## Appendix: Airy tail and black-wall limit for the Reid ramp gas at 12 Td

### Problem

The ramp gas of Reid (1979) is a model with isotropic scattering and one excitation channel. Assumed inputs, which are the customary definition of the model: elastic cross section $\sigma_{\rm el}=6$ Å$^2$; excitation cross section $\sigma^*=k(\varepsilon-u)$ for $\varepsilon>u$, with $u=0.2$ eV and $k=10$ Å$^2$/eV; neutral mass $M=4$ amu; gas temperature 0 K. The field is $E/N=12$ Td (1 Td $=10^{-21}$ V m$^2$). Within the two-term approximation:

(a) find the shape and width of the tail above $u$;
(b) find the excitation rate coefficient $k^*$, mean energy and drift velocity in the black-wall limit;
(c) match the body to the tail, and compare both estimates with the solution of the two-term equation;
(d) find the field at which the black-wall limit does best.

### Kinetic equation

Write $f=F_0+F_1\cos\theta$, with $\theta$ counted from the direction of the force on the electron and $\int\sqrt\varepsilon\,F_0\,d\varepsilon=1$. Energies are in eV. Define $\mathcal E=eE/N=1.2$ eV Å$^2$, $\gamma=\sqrt{2e/m}=5.931\times10^{5}$ m s$^{-1}$ eV$^{-1/2}$ and $\delta=2m/M=2.743\times10^{-4}$. For isotropic scattering every collision destroys directed momentum, so $\sigma_m=\sigma_{\rm el}+\sigma^*$ and $F_1=-(\mathcal E/\sigma_m)F_0'$. The isotropic part obeys

$$\frac{d}{d\varepsilon}\left[DF_0'+\delta\,\varepsilon^2\sigma_{\rm el}F_0\right]=\varepsilon\sigma^*F_0\big|_{\varepsilon}-\varepsilon\sigma^*F_0\big|_{\varepsilon+u},\qquad D=\frac{\mathcal E^2\varepsilon}{3\sigma_m}.\tag{1}$$

The field drives diffusion along the energy axis, with upward flux $G=-\gamma DF_0'$ per electron and per unit gas density (m$^3$/s). Excitation removes electrons at $\varepsilon$ and returns them at $\varepsilon-u$. The observables are $k^*=\gamma\int_u^\infty\varepsilon\sigma^*F_0\,d\varepsilon$ and $W=-(\gamma\mathcal E/3)\int(\varepsilon/\sigma_m)F_0'\,d\varepsilon$.

Elastic recoil alone would give $F_0\propto e^{-b(\varepsilon/u)^2}$ below threshold, with $b=3\delta\sigma_{\rm el}^2u^2/(2\mathcal E^2)=4.11\times10^{-4}$. It is dropped until part (d).

### (a) Tail

Above $u$, drop the return term. Then $(DF_0')'=\varepsilon\sigma^*F_0$, whose decaying WKB solution is

$$F_0\propto\left(\frac{\sigma_m}{\varepsilon^2\sigma^*}\right)^{1/4}\exp\left(-\int_u^\varepsilon\kappa\,d\varepsilon'\right),\qquad \kappa^2=\frac{\varepsilon\sigma^*}{D}=\frac{3\sigma_m\sigma^*}{\mathcal E^2}.\tag{2}$$

Since $\kappa(u)=0$, the threshold is a turning point and (2) fails there. Freezing $\varepsilon/\sigma_m$ and $\sigma_m$ at their threshold values, with $x=\varepsilon-u$, gives $F_0''=(x/\ell^3)F_0$, hence

$$F_0=F_0(u)\,\frac{{\rm Ai}(x/\ell)}{{\rm Ai}(0)},\qquad \ell^3=\frac{\mathcal E^2}{3\sigma_{\rm el}k}=\frac{1.44\ {\rm eV^2\,Å^4}}{180\ {\rm Å^4/eV}}=8.00\times10^{-3}\ {\rm eV^3}.\tag{3}$$

So $\ell=0.200$ eV, and the expansion parameter is $\eta=\ell/u=1.00$. The Airy tail falls to 0.381 of its threshold value at $x=0.2$ eV and to 0.098 at $x=0.4$ eV. With ${\rm Ai}(0)=0.35503$ and $|{\rm Ai}'(0)|=0.25882$, the extrapolation length is $F_0(u)/|F_0'(u)|=a\ell$ with $a=1.372$, that is 0.274 eV.

The freezing is crude at this field. Across one width $\ell$ the ratio $\varepsilon/\sigma_m$ grows by a factor 1.5 and $\sigma_m$ by 33 %. At $x=0.4$ eV the exponent in (2) is $\tfrac23(x/\ell)^{3/2}=1.89$ with frozen $\sigma_m$ and 2.23 with $\sigma_m=\sigma_{\rm el}+kx$.

### (b) Black wall

If $\eta\ll1$, electrons are absorbed just above $u$ and return near $\varepsilon=0$. Between source and sink the right side of (1) vanishes, so $G$ is constant, and $F_0(u)=0$ on the scale of the body. Integrating $F_0'=-3G\sigma_m/(\gamma\mathcal E^2\varepsilon)$,

$$F_0=\frac{3G}{\gamma\mathcal E^2}\int_\varepsilon^u\frac{\sigma_m}{\varepsilon'}\,d\varepsilon'=C\ln\frac u\varepsilon,\qquad G=\frac{\gamma\mathcal E^2C}{3\sigma_{\rm el}}.\tag{4}$$

Integrating the tail equation from $u$ to infinity gives $k^*=-\gamma DF_0'(u)=G$: the rate equals the flux, and $k$ drops out. With $s=\varepsilon/u$ the normalisation reads $Cu^{3/2}Z=1$, where $Z=\int\sqrt s\,(F_0/C)\,ds$, so

$$k^*=\frac{K}{Z},\qquad K=\frac{\gamma\mathcal E^2}{3\sigma_{\rm el}u^{3/2}}=5.305\times10^{-15}\ {\rm m^3/s}.\tag{5}$$

For the black wall $Z=\int_0^1\sqrt s\ln(1/s)\,ds=4/9$. Then $C=25.16$ eV$^{-3/2}$ and $k^*_{\rm BW}=11.94\times10^{-15}$ m$^3$/s. The mean energy is $(4/25)/(4/9)\,u=0.072$ eV. The drift velocity is $W=\gamma\mathcal ECu/(3\sigma_{\rm el})=1.99\times10^{5}$ m/s, which satisfies the power balance $\mathcal EW=uk^*$. The mean speed of this distribution is $\gamma\int\varepsilon F_0\,d\varepsilon=\tfrac9{16}\gamma\sqrt u=1.49\times10^{5}$ m/s. A drift velocity above the mean speed is impossible, so the black-wall solution cannot describe the swarm at 12 Td.

### (c) Matching and full two-term solution

Keep the constant flux below $u$ and join value and slope to (3). The slope at threshold is $-C/u$, so $F_0(u)=Ca\eta$ and the body is $C[\ln(1/s)+a\eta]$. With $\sqrt\varepsilon$ frozen in the tail and $\int_0^\infty{\rm Ai}\,dz=1/3$,

$$Z=\frac49+\frac23a\eta+\frac{\eta^2}{3|{\rm Ai}'(0)|}=0.4444+0.9145+1.2879=2.6468,\tag{6}$$

and $k^*=2.0\times10^{-15}$ m$^3$/s. The corrections exceed the leading term, so this number is only an order of magnitude.

The return of electrons at zero energy also fails. They return at energy $x$ with weight $x\,{\rm Ai}(x/\ell)$. Because $\int z\,{\rm Ai}\,dz=|{\rm Ai}'(0)|$ and $\int z^2{\rm Ai}\,dz={\rm Ai}(0)$, the mean return energy is again $a\ell=0.274$ eV, which lies above the threshold.

Without elastic recoil, (1) integrates exactly to

$$-\frac{s}{\mu}\frac{dF_0}{ds}=\frac1{\eta^3}\int_s^{s+1}s'(s'-1)_+F_0(s')\,ds',\qquad \mu=\frac{\sigma_m}{\sigma_{\rm el}}=1+\frac{(s-1)_+}{3},\tag{7}$$

where $(y)_+=\max(y,0)$. The slope at $s$ depends only on $F_0$ at higher energy, so (7) is a downward recursion. It was solved on 60 cells of 0.02 eV reaching 1.2 eV, with midpoint sums.

| | $k^*$ ($10^{-15}$ m$^3$/s) | ratio to (7) |
|---|---|---|
| black wall | 11.94 | 2.8 |
| body matched to Airy tail | 2.0 | 0.5 |
| two-term, Eq. (7) | 4.2 | 1 |

Equation (7) gives a mean energy of 0.27 eV and $W=7.0\times10^{4}$ m/s. The distribution is finite at the origin and $F_0(u)/F_0(0)=0.8$. A fraction 0.6 of the electrons lies above $u$, and a fraction 0.7 of the excitations occurs above $2u$, so that these electrons return into the tail itself. The black wall overestimates the rate because it packs all electrons below $u$ with a steep slope. The matched model comes out low, and its assumptions fail in that direction: it freezes the factor $\varepsilon$ in the loss term $\varepsilon\sigma^*$ and in $D$, and it sends every excited electron back to zero energy to climb again.

The last row is the reference only within the two-term approximation. The energy gained per elastic free path is $\mathcal E/\sigma_{\rm el}=0.20$ eV, comparable with the mean energy. The Airy slope gives $F_1/F_0=\mathcal E/(\sigma_{\rm el}a\ell)=0.73$ at threshold, and the exponential in (2) gives $F_1/F_0=\sqrt{3\sigma^*/\sigma_m}$, which exceeds unity for $x>0.30$ eV. The tail is strongly anisotropic, and more than two figures for $k^*$ would not be meaningful.

### (d) Where the limit does best

Since $\eta\propto(E/N)^{2/3}$, the field is $E/N=12\,\eta^{3/2}$ Td and $b=4.11\times10^{-4}\eta^{-3}$. Three corrections to $Z=4/9$ lead at small $\eta$ and small $b$.

1. The finite $F_0(u)$ adds $\tfrac23a\eta$, a relative change $\tfrac32a\eta=2.06\,\eta$.
2. The flux at low energy is reduced by the fraction of electrons returning above $\varepsilon$, which is ${\rm Ai}'(z)/{\rm Ai}'(0)$ with $z=\varepsilon/\ell$. This removes $\tfrac23\eta^{3/2}\int_0^\infty\sqrt z\,[{\rm Ai}'(z)/{\rm Ai}'(0)]\,dz$ from $Z$, a relative change $-1.82\,\eta^{3/2}$.
3. With recoil the constant net flux is $-(s\,dF_0/ds+2bs^2F_0)=C$, so $F_0=Ce^{-bs^2}\int_s^1e^{bt^2}dt/t$. To first order $Z$ gains $b\,(4/21-4/49)$, a relative change $\tfrac{12}{49}b$.

Hence

$$\frac{k^*_{\rm BW}}{k^*}\simeq1+2.06\,\eta-1.82\,\eta^{3/2}+\tfrac{12}{49}\,b .\tag{8}$$

The sum of corrections has a minimum at $\eta=0.13$, or 0.56 Td, where it is $0.27-0.09+0.05=0.23$. At this point $b=0.19$, and the next terms rival the last entry and are net positive. There are four of them.

- The tail population in (6) contributes $2.90\,\eta^2=0.05$.
- The variation of $D$ and $\sigma_m$ across the tail steepens it. In units of $u$, $-F_0'/F_0$ at threshold gains $\tfrac13$ from $D'/2D$ and $\tfrac1{15}$ from $\mu$, the latter through $\int z^2{\rm Ai}^2dz={\rm Ai}(0)^2/5$. This lowers $F_0(u)/C$ by $\tfrac25a^2\eta^2$, a relative change $-1.13\,\eta^2=-0.02$.
- Recoil turns the constant $a\eta$ in the body into $a\eta\,e^{b(1-s^2)}$, which adds $\tfrac67a\eta b=0.03$.
- Recoil multiplies the tail by $e^{-b(s-1)}$ and subtracts $2bF_0$ from the flux at threshold, so $F_0(u)/C=a\eta/(1-a\eta b)$, which adds $\tfrac32a^2\eta^2b=0.01$.

With these terms the minimum stays at $\eta=0.13$ and the sum rises to 0.30. Reducing the first correction to 0.1 requires $\eta=0.049$, or 0.13 Td, where $b=3.6$ and elastic recoil shapes the body, so that (4) no longer holds. In this model gas the black-wall rate without recoil is too high by about 30 % at its best field, near 0.6 Td, and by a factor 2.8 at 12 Td, where the model's two-term rate coefficient is $k^*=4.2\times10^{-15}$ m$^3$/s.